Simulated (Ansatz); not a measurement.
## A series in volume scale on Ta

Results calculated with Ansatz 0.2.0, not measured. Plane-wave DFT, scalar-relativistic PAW made under PBE with cores redone for the functional, no dispersion; the given relaxed cell is scaled uniformly, energy at zero smearing counts from the unscaled cell, pressure at the given Fermi-Dirac smearing is positive in compression.

The cell before it is scaled or strained (space group Im-3m, No. 229):
```
CELL_PARAMETERS angstrom
-1.66070 1.66070 1.66070
1.66070 -1.66070 1.66070
1.66070 1.66070 -1.66070
ATOMIC_POSITIONS crystal
Ta 0.00000 0.00000 0.00000
```

Settings of every row: spin polarised no; functional PBE; wave cutoff 420 eV; smearing width 0.1 eV; k mesh 22x22x22.

Atom starting moment: 0 on all atoms.

Limits: no spin-orbit coupling, which can matter with elements this heavy.

```
row  volume scale  V (Å³/atom)  energy change per atom (meV)  pressure (GPa)
  1          0.88       16.122                        189.04           31.12
  2          0.92       16.855                             ?               ?
  3          0.96       17.588                         17.37            8.37
  4          1.04       19.053                         18.06            -7.2
  5          1.08       19.786                         65.57          -13.04
  6          1.12       20.519                        137.49          -17.85
```

Question: what energy change per atom and pressure should row 2 give?

Worked fit of energy change per atom. Take u = (V_r/V)^(2/3) − 1 with V_r = 19.053 Å³ an atom, which is twice the finite (Eulerian) strain; such expansions in the strain, on which the Birch-Murnaghan equation of state is built, carry the rest volume and the bulk modulus. The shown rows have u = 0.1178, 0.05479, 0, -0.02485, -0.04822. Least squares give energy change per atom = 18.566 − 1322.542 × u + 23526 × u² meV; a straight line predicts inner rows, each left out in turn, worse (root mean square 78 against 1.1 meV). The rows lie off it by -0.20, 0.64, -0.51, -0.39, 0.45 (root mean square 0.46 meV). The withheld row has u = 0.08515, so the fit gives 18.566 − 1322.542 × (0.08515) + 23526 × (0.08515)² = 76.53 meV.

The calculation gave 77.37 meV. The fit lies 0.84 meV (1.1 % of the value, 0.49 % of the column's range) below it; its largest miss of a shown row is 0.64 meV.

Worked fit of pressure. Take u = (V_r/V)^(2/3) − 1 with V_r = 19.053 Å³ an atom, which is twice the finite (Eulerian) strain; such expansions in the strain, on which the Birch-Murnaghan equation of state is built, carry the rest volume and the bulk modulus. The shown rows have u = 0.1178, 0.05479, 0, -0.02485, -0.04822. Least squares give pressure = −7.229 + 250.466 × u + 636.53 × u² GPa; a straight line predicts inner rows, each left out in turn, worse (root mean square 2.1 against 0.059 GPa). The rows lie off it by 0.01, -0.03, 0.03, 0.02, -0.02. The pressure vanishes at u = 0.0270, or V = 18.31 Å³ an atom, and there the bulk modulus at fixed shape and fractions is B = −V dP/dV = (2/3)(1 + u) dP/du = 195 GPa. The withheld row has u = 0.08515, so the fit gives −7.229 + 250.466 × (0.08515) + 636.53 × (0.08515)² = 18.71 GPa.

The calculation gave 18.64 GPa. The fit lies 0.07 GPa (0.14 % of the column's range) above it; its largest miss of a shown row is 0.03 GPa.
